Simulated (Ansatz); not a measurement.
## Abstraction of H: CH2F2O + C3H5 → CHF2O + C3H6

Gas-phase species: CH2F2O `OC(F)F`, singlet; C3H5 (cyclopropyl) `[CH]1CC1`, doublet; CHF2O `[O]C(F)F`, doublet; C3H6 (cyclopropane) `C1CC1`, singlet. A radical takes H: the energy is the difference in strength between the O–H bond broken and the C–H bond made.

Shapes, held fixed at every level: PBE0-D4/def2-TZVP. Flexible molecules stand in one conformer, not always the lowest. Programs: Ansatz 0.2.0. The zero-point and thermal change to 298 K, harmonic and unscaled (PBE0-D4/def2-TZVP), is +0.4 kJ/mol.

| level | kind | ΔH(298 K) (kJ/mol) | less CCSD(T)/CBS estimate |
| --- | --- | --- | --- |
| MP2/def2-SVP | perturbation theory | +32.1 | +0.8 |
| HF/def2-SVP | Hartree–Fock | -10.7 | -42.0 |
| wB97M-V/def2-TZVPP | range-separated hybrid | +19.3 | -12.0 |
| CCSD(T)/def2-SVP | coupled cluster or CI | +14.4 | -16.9 |
| CCSD(T)/def2-TZVPP | coupled cluster or CI | +23.5 | -7.8 |
| CCSD/def2-TZVPP | coupled cluster or CI | +21.3 | -10.0 |
| CCSD(T)/CBS estimate | coupled cluster or CI | +31.3 | 0.0 |

The highest level, CCSD(T)/CBS estimate, gives ΔH(298 K) = +31.3 kJ/mol; the levels span -10.7 to +32.1. They disagree on the sign: 6 of 7 are positive. The column of differences is taken from that level and isn't an error. No measured value is set beside it here. Open shells run unrestricted. The CBS estimate extrapolates MP2 from def2-TZVPP and def2-QZVPP and adds CCSD(T) − MP2 in the triple-zeta set, cores frozen.

Hydrogen transfer from difluoromethanol to cyclopropyl is endothermic at every correlated level, so the O–H bond broken is stronger than the cyclopropane C–H bond made. The fluorines probably contribute by withdrawing density from an already electron-poor oxygen radical. The C–H bond formed is itself strong for an alkane, because ring strain puts extra s character into the exocyclic carbon orbitals, and this limits the endothermicity.

Hartree–Fock reverses the sign because it misses more correlation energy in the O–H bond, whose pair lies close to the oxygen lone pairs, than in the C–H bond. The near agreement of MP2/def2-SVP with the highest level is a cancellation: MP2 lies far above CCSD(T) in the same small basis, while that basis itself pulls the coupled-cluster value down. Triples matter little in the triple-zeta set, so the size of the endothermicity depends more on the basis-set extrapolation than its sign does. The reaction enthalpy alone doesn't establish the abstraction barrier or rate.
